**Question: Why does my zero-pressure cell have a larger force than the squeezed one?**

I have five cells of LuSi₂Os₂ that differ only in size. The atoms keep the same fractional positions throughout, and nothing has been relaxed.

DFT with Ansatz 0.2.0 for LuSi₂Os₂ (I4/mmm): r2SCAN, plane waves and PAW, 500 eV cutoff, scalar-relativistic, not spin-polarised, nothing relaxed. Pressure is positive in compression. Smearing is Fermi–Dirac in cells 1 and 4, Methfessel–Paxton in 2 and 3, and Gaussian in 5, with widths of 0.016, 0.042, 0.062, 0.078 and 0.116 eV from cell 1 to cell 5.

| cell | volume (Å³/atom) | shortest distance at Lu (Å) | pressure (GPa) | k-mesh | largest force (eV/Å) | formation energy (eV/atom) |
| --- | --- | --- | --- | --- | --- | --- |
| 1 | 15.77 | 3.118 | 6.3 | 9x9x9 | 0.05 | -0.731 |
| 2 | 16.20 | 3.146 | 0.2 | 7x7x7 | 0.39 | -0.740 |
| 3 | 16.23 | 3.148 | -0.1 | 7x7x7 | 0.40 | -0.740 |
| 4 | 16.87 | 3.189 | -7.5 | 9x9x9 | 0.68 | -0.724 |
| 5 | 16.95 | 3.194 | -8.4 | 9x9x9 | 0.74 | -0.720 |

Cell 3 has practically no pressure, so I took it to be the cell at rest. Its largest force is nevertheless 0.40 eV/Å, while cell 1, squeezed to 6.3 GPa, shows only 0.05 eV/Å. I thought that forces measure how far a crystal is from equilibrium, so I expected them to be smallest in cells 2 and 3 and to grow on both sides.

I also noticed that the electronic smearing width happens to increase from cell 1 to cell 5, just as the force does. Is the force trend caused by that setting, or is there physics in it? And can I trust cell 3 as the rest volume?

**Answer**

Your expectation joins two different kinds of equilibrium. Pressure says whether the energy falls when the whole cell grows or shrinks with the atoms carried along. A force says whether the energy falls when one atom moves inside a cell of fixed size. A cell can be balanced in the first sense and unbalanced in the second, and cell 3 is such a case.

The balance in volume is real. Cells 1, 4 and 5 lie 9 to 20 meV/atom above cell 3. In the data makers' tests on other metals, k-meshes of this kind put energies off by 1 to 35 meV/atom, so differences this small deserve a check. The pressures supply one, because adding up pressure times volume change must return the energy difference. From cell 3 to cell 1 this gives 8.9 meV/atom, against 9 in the table, and from cell 3 to cell 5 it gives 19, against 20. The agreement to about 1 meV/atom, even between cells with different meshes, suggests that the mesh error in these differences is far smaller than the differences themselves. Cell 3 therefore lies very near the lowest energy for these fixed fractional positions, and still its force is eight times that of cell 1. That disposes of the idea that the force measures distance from zero pressure.

The smearing width is a more serious suspect, since it rises in step with the force. Cells 2 and 3 separate the two. They have almost the same volume, the same mesh and the same smearing scheme, but the width goes from 0.042 to 0.062 eV. A straight line of force against width through all five cells would make the force rise by 0.14 eV/Å between them, and it changes by about 0.01. The smearing scheme differs among the other cells, so the settings may still shift single values a little, but a dependence on the width alone does not explain the trend.

What remains is the volume itself, and the forces on the individual atoms show how it acts. Symmetry cancels every force on Lu and on Os. Only Si is free to move, and only along the long axis of the crystal, so its height is the one internal position that can be wrong. In all five cells the force on Si points towards the neighbouring plane of Os atoms.

Now follow one Si atom from cell 1 to cell 4. On one side it has four Os neighbours, bonded at about 60° to the long axis. On the other side it has one Si partner, with the nearest Lu atoms around that bond. When the cell is enlarged with fractional positions frozen, all these distances grow by the same percentage, and the stretched bonds pull harder. The pulls oppose each other, so the force on Si records only their difference.

The difference grows in favour of Os. Geometry helps to explain this. At 60° half of each Os–Si pull acts along the long axis, so four such bonds count like two, against a single Si–Si bond. The natural reading is that in a uniform stretch their combined pull grows faster than that of the Si–Si bond and the Lu contacts together. If Si were free, it would move towards the Os plane and take back part of the stretch in the Os–Si bonds, leaving more of the expansion to the side around Lu. Frozen fractions forbid this, and the force is the price. The calculation does not divide the force among the bonds, so this part is an argument from bonding and geometry.

A rough estimate shows that the argument has a sensible size. Between cells 1 and 4 each Os–Si bond lengthens from 2.36 to 2.41 Å, while the force grows by 0.63 eV/Å. If the four bonds alone were responsible, each would need a stiffness of several eV/Å², which is ordinary for a chemical bond. Since the other side pulls back, the true stiffness should be higher, perhaps twice as high if the Si–Si bond is about as stiff as an Os–Si bond.

The same idea gives a simple formula. Let $V$ be the volume, $V_0$ that of a chosen reference cell, and $F$ the force on Si towards the Os plane. For modest changes of volume,

$$F(V) \approx F_0 + g\,(V - V_0),$$

where $F_0$ is the force in the reference cell and $g$ tells how fast the imbalance grows on expansion. Nothing in this formula makes $F$ vanish where the pressure does. Its zero lies where the frozen Si height happens to suit the cell, and here that is close to the squeezed cell 1.

I fitted this straight line to all five cells, and the output below gives the details. Its typical miss is 0.04 eV/Å, on a force that varies by about 0.7. A line against the size of the pressure misses by 0.23 eV/Å. The volume line is weakest in cell 1, where it gives 0.11 instead of 0.05 eV/Å. The true relation may be curved, or the differences in mesh and smearing scheme may have shifted single forces; five cells cannot tell which.

For a further cell inside this range you can read the force off the line. Midway in volume between cells 3 and 4 it should be about 0.5 eV/Å. The pressure with its sign would serve as well as the volume, because it falls steadily as the cell grows; what fails is the distance from zero pressure. More generally, ask on which side of the free atom the combined pull along its free direction grows faster when all bonds stretch by the same percentage. The number of bonds, their stiffness and their angle all count. Expansion at frozen fractions adds a pull towards that side, and compression adds a push away from it.

This bears on your last question, because the link between volume and force also works backwards. Let $E$ be the energy of the five-atom cell, $V$ from here on the volume of that whole cell, and $u$ the distance by which both Si atoms move towards their Os planes. The pressure is $P=-\partial E/\partial V$, and the two equal forces give $2F=-\partial E/\partial u$. The order of differentiation does not matter, so

$$\frac{\partial P}{\partial u} \approx 2\,\frac{\partial F}{\partial V}.$$

The relation is approximate because frozen fractions also stretch the scale on which $u$ is measured, a correction of a few percent.

Cells 1 and 4 have the same mesh and the same type of smearing, so I take the slope from them, although their widths differ. The volume grows by $16.87-15.77=1.10$ Å³/atom, or 5.5 Å³ for the cell. With 1 eV/Å³ equal to about 160 GPa,

$$\frac{\partial P}{\partial u} \approx \frac{2\times 0.63}{5.5}\times 160 \approx 37\ \text{GPa/Å}.$$

If both Si atoms move by only 0.01 Å, the pressure rises by about 0.37 GPa. The sign fits the bonding picture: the move shortens the Os–Si bonds, which then pull the cell together less strongly, and this should outweigh the stronger pull of the lengthened Si–Si bond and Lu contacts.

In cell 3 the forces push Si in exactly this direction. Once the atoms are released, the cell that now seems to be at rest will press outwards, and its rest volume will be slightly larger. The bulk modulus, which is the pressure needed per relative change of volume, averages about 204 GPa between cells 1 and 5. Each 0.01 Å of Si movement therefore adds roughly 0.2 % to the rest volume. How far Si will actually go depends on its own stiffness along the axis. These five cells do not contain that stiffness, but a relaxation gives the distance directly.

So treat cell 3 as a good starting volume and not as the finished structure. Its pressure is also an average over directions: the cell is slightly compressed in the plane and slightly stretched along the long axis. Relax the Si height together with the volume and shape of the cell before you use the volume or the bulk modulus in further work. It is worth repeating that relaxation with spin allowed, since these runs imposed equal spin-up and spin-down densities although the cell has an odd number of electrons. A magnetic state was not tried and may lie lower in energy.

Numerical output:

```
fit of F_max on 5 rows: constant -8.505 +/- 0.86, coefficient of vol 0.546 +/- 0.053; rms 0.0405, worst 1 0.0558, leave-one-out rms 0.0774
fit of F_max on 5 rows: constant 0.3432 +/- 0.21, coefficient of absP 0.02418 +/- 0.037; rms 0.23, worst 1 0.446, leave-one-out rms 0.329
fit of F_max on 5 rows: constant 0.02679 +/- 0.11, coefficient of width 6.79 +/- 1.5; rms 0.0868, worst 4 -0.127, leave-one-out rms 0.173
Force in eV/A, computed and from three straight lines:
  row  computed  from_volume  from_abs_pressure  from_smearing_width  Os_Si_bond_A
    1      0.05       0.1058             0.4955               0.1327         2.358
    2      0.39       0.3406              0.348               0.3093          2.38
    3       0.4        0.357             0.3456               0.4485         2.381
    4      0.68       0.7064             0.5245                0.553         2.412
    5      0.74       0.7501             0.5463               0.8165         2.416
Force change from cell 2 to 3, eV/A: 0.01
Same change expected from the smearing-width line, eV/A: 0.1392
Same change expected from the volume line, eV/A: 0.01638
Force change from cell 1 to 4 (same mesh and smearing scheme), eV/A: 0.63
Stretch of the Os-Si bond from cell 1 to 4, percent: 2.277
Stiffness per Os-Si bond if these four alone acted (order of magnitude), eV/A^2: 5.838
Pressure rise if both Si move 0.01 A towards the Os plane, GPa: 0.367
Mean bulk modulus at frozen fractions, cells 1 to 5, GPa: 203.7
Volume gain that would cancel this pressure rise, percent: 0.1802
Energy of cell 1 above cell 3 in the table, meV/atom: 9
Same from integrated pressure, meV/atom: 8.9
Energy of cell 5 above cell 3 in the table, meV/atom: 20
Same from integrated pressure by way of cell 4, meV/atom: 19.15
```
